## The decision

Someone has to set the wave cutoff before a calculation on potassium can start. A low value is tempting, because potassium is a soft metal and a smaller basis saves work. The saving is modest and the possible loss is large: going from 200 to 350 eV takes 2.4 times as many plane waves, and it shrinks the error in the total energy about a thousandfold.

The danger lies in how the choice is checked. Forces can look almost settled at a cutoff where the total energy is still wrong by nearly 1 eV per atom. Whether that matters depends on what the energy will be used for.

Potassium, 2 atoms in the cell (space group P-1, 77.83 Å³ per atom), with atoms and cell held fixed. Ansatz 0.2.0, PBEsol, plane-wave PAW, scalar-relativistic, no spin polarisation, k mesh 8×8×4, Gaussian smearing of 0.1 eV. The reference is the same cell at a cutoff of 600 eV; energies are taken at zero smearing, and pressure is positive in compression.

| wave cutoff (eV) | energy less reference (meV/atom) | pressure less reference (GPa) | largest force change (eV/Å) | plane waves at gamma |
| --- | --- | --- | --- | --- |
| 200 | 930 | 0.044 | 0.00547 | 979 |
| 250 | 135 | 0.007 | 0.00141 | 1391 |
| 300 | 13.6 | 0.001 | 0.00065 | 1843 |
| 350 | 0.789 | -0.001 | 4e-05 | 2309 |
| 420 | 0.021 | 0 | 1e-05 | 3073 |

## What fails, and what seems not to

The wave cutoff is the highest kinetic energy of the plane waves that build the electron orbitals. The column "energy less reference" compares each total energy with that of the same cell at 600 eV. At 200 eV it stands at 930 meV/atom, which is roughly the energy that binds a potassium atom in the metal. At 300 eV it is still 13.6 meV/atom, more than many differences between crystal structures.

The forces tell a milder story. The cell is slightly strained and its atoms are displaced, so a real force of about 0.07 eV/Å acts on them. The largest force change at 200 eV is 8 % of it. At 300 eV that change has dropped below 0.001 eV/Å, and a reader who watched only the forces would call the calculation converged.

The pressure lies in between. At 200 eV it is off by 0.044 GPa, a third of the small tension in this cell. Potassium's bulk modulus is roughly 3 to 4 GPa, so such an error corresponds to about one per cent in volume. From 300 eV on, the pressure agrees with the reference to 0.001 GPa.

## How to recognise the failure

The energy itself gives the warning, and two runs are enough to see it. Raising the cutoff from 200 to 250 eV lowers the energy by 795 meV/atom. That drop is 85 % of the whole error at 200 eV. At each later step the drop is an even larger share of the error at the lower cutoff.

The reason is simple arithmetic. If a step shrinks the error to one seventh, then six sevenths of it have just been seen as a drop in energy. Over the three steps of 50 eV in this table the error shrinks by factors of about 7, 10 and 17. With convergence that fast, the change to the next cutoff is a good estimate of what was wrong before.

The sign helps as well. Plane waves added to the basis give the orbitals more freedom, and with all else fixed the energy of the ground state can use that freedom only to go down. In these runs the grid for the electron density is refined together with the waves, so the rule is not strict. Still, all five energies lie above the reference, and they fall at every step. In this table the observed drop is therefore a slightly low estimate of the error, not an accident of cancelling signs.

The runs from 200 to 350 eV also carried a warning that the cutoff was below the recommended value. The warning is worth heeding, but it does not measure the damage. It was attached to an error of 930 meV/atom and equally to one of 0.8 meV/atom. Only the comparison of energies tells the two apart.

## Why a soft metal needs short waves

Potassium is soft because one loosely held 4s electron per atom binds the crystal. That electron spreads smoothly between the atoms, and long waves describe it well. If it were the only electron in the calculation, a low cutoff would do.

The calculation, however, treats nine electrons per atom. The other eight fill the 3s and 3p shells, which sit close to the nucleus and take little part in bonding. A compact shell changes over a short distance, and only waves of short wavelength can follow such a change. Short wavelength means high kinetic energy, and hence a high cutoff.

When the cutoff is too low, the 3s and 3p orbitals come out too blurred. They lie deep in the attraction of the nucleus, so a small loss of shape costs much energy. The sharpest features next to the nucleus are not left to the waves: the PAW method adds them from atomic data, and the waves carry only a smoothed orbital. Once they are short enough to resolve that, still shorter ones add very little. This is why the error is huge at first and then collapses within a few steps.

The Fermi level, the energy of the highest filled metallic states, fits this picture. At 200 eV it has moved by only 28 meV, while the total energy is off by 930 meV/atom. The electrons that make potassium a metal hardly notice the poor basis. That supports the inner shells as the cause, which is also what standard theory says; the direct test would be a calculation with these shells frozen.

The rule for a neighbouring case follows. Ask which is the most compact shell that the calculation treats, and how strongly its dataset smooths it, not how soft the material is. Sodium with its 2s and 2p shells included is usually more demanding than potassium, although it too is a soft metal with one outer electron.

## Why the forces hide the error

A force is a slope: it tells how the energy changes when an atom moves. A constant error in the energy has no slope and leaves the force untouched. The blurred inner shells produce an error of nearly this kind, because they belong to the atom and travel with it.

The table allows this to be put in numbers. At 200 eV the largest force change is 0.0055 eV/Å. If it stays about the same along the way, moving one atom by 0.1 Å in that direction changes the energy error by 0.0055 × 0.1 eV, or about half a meV for the cell. The error itself is 2 × 930 meV for the two atoms, thousands of times more.

So the total energy is badly wrong, yet almost equally wrong before and after a small displacement. Energy differences between similar arrangements can then be far better than the total energies, provided that both are computed at the same cutoff. For quite different structures theory also expects much of the error to cancel. How much remains has to be checked for the pair in question, since this table holds a single cell.

The worst mistake is to mix cutoffs. Comparing one structure at 200 eV with another at 250 eV would bring in a false difference of about 0.8 eV per atom. Nothing in the forces would give it away.

## Why the pressure needs a correction

Pressure is a slope too, the change of energy with volume, but it holds a trap that the forces avoid. Plane waves stay where they are when an atom moves. When the cell expands, they stretch with it. Their wavelengths grow, their kinetic energies fall, and the same set of waves now corresponds to a lower cutoff.

The basis thus becomes poorer on expansion, and the energy rises for a reason that has nothing to do with the metal. The cell seems to resist expansion and pulls inwards. This false tension is known as Pulay stress. The pressures in the table have been corrected for it, and a short estimate shows how much depends on that correction.

Let E be the energy per atom, V the volume per atom and C the cutoff. Lengths in the cell grow as V^(1/3), so the kinetic energy of a given wave falls as V^(−2/3). For a fixed set of waves, a relative change in volume therefore changes the cutoff by −2/3 of that amount. Since pressure is minus the slope of energy with volume, the false part is

P(false) = (2/3) · (1/V) · dE/d(ln C)

Between 200 and 250 eV the energy changes by −0.795 eV, and ln(250/200) is 0.223. The slope is −0.795/0.223 = −3.56 eV. With V = 77.83 Å³ this gives (2/3) × (−3.56)/77.83 = −0.0305 eV/Å³. One eV/Å³ is 160.2 GPa, so the false pressure is about −4.9 GPa.

That is more than the bulk modulus of potassium. A cell relaxed under such a pressure would shrink grossly, although its forces looked harmless. The error that remains after the correction, 0.044 GPa at 200 eV, is about a hundred times smaller.

The estimate contains no adjusted constant, but it is an average over a range in which the energy curve flattens quickly. It is too small for the lower end of the range and too large for the upper end, and only its order of magnitude should be trusted. The corrected pressures do not test it independently, because they already rest on the same kind of reasoning.

The same estimate for 300 to 350 eV still gives −0.11 GPa, nearly as much as the tension computed for this cell at the reference cutoff. An uncorrected pressure therefore needs a higher cutoff than the forces do. The energy curve shows why: the false pressure follows its steepness, and it fades only when the energy has stopped falling.

## Choosing the cutoff

First decide which quantity has to be right. For total energies of this cell, 350 eV brings the error below 1 meV/atom and 420 eV makes it negligible. For forces alone, 300 eV already serves. A pressure is as forgiving only if it has been corrected for the finite basis.

Then compare the energies at two neighbouring cutoffs. A large drop means that the lower one does not resolve the compact shells, however calm the forces look. If a low cutoff must be kept, use it for every structure in the comparison and repeat one energy difference at a higher value.

A converged cutoff makes the answer faithful to the chosen approximation, not to nature. The density functional here is PBEsol, while the atomic datasets were made for PBE. That mismatch is present at every cutoff, and more plane waves do not remove it.
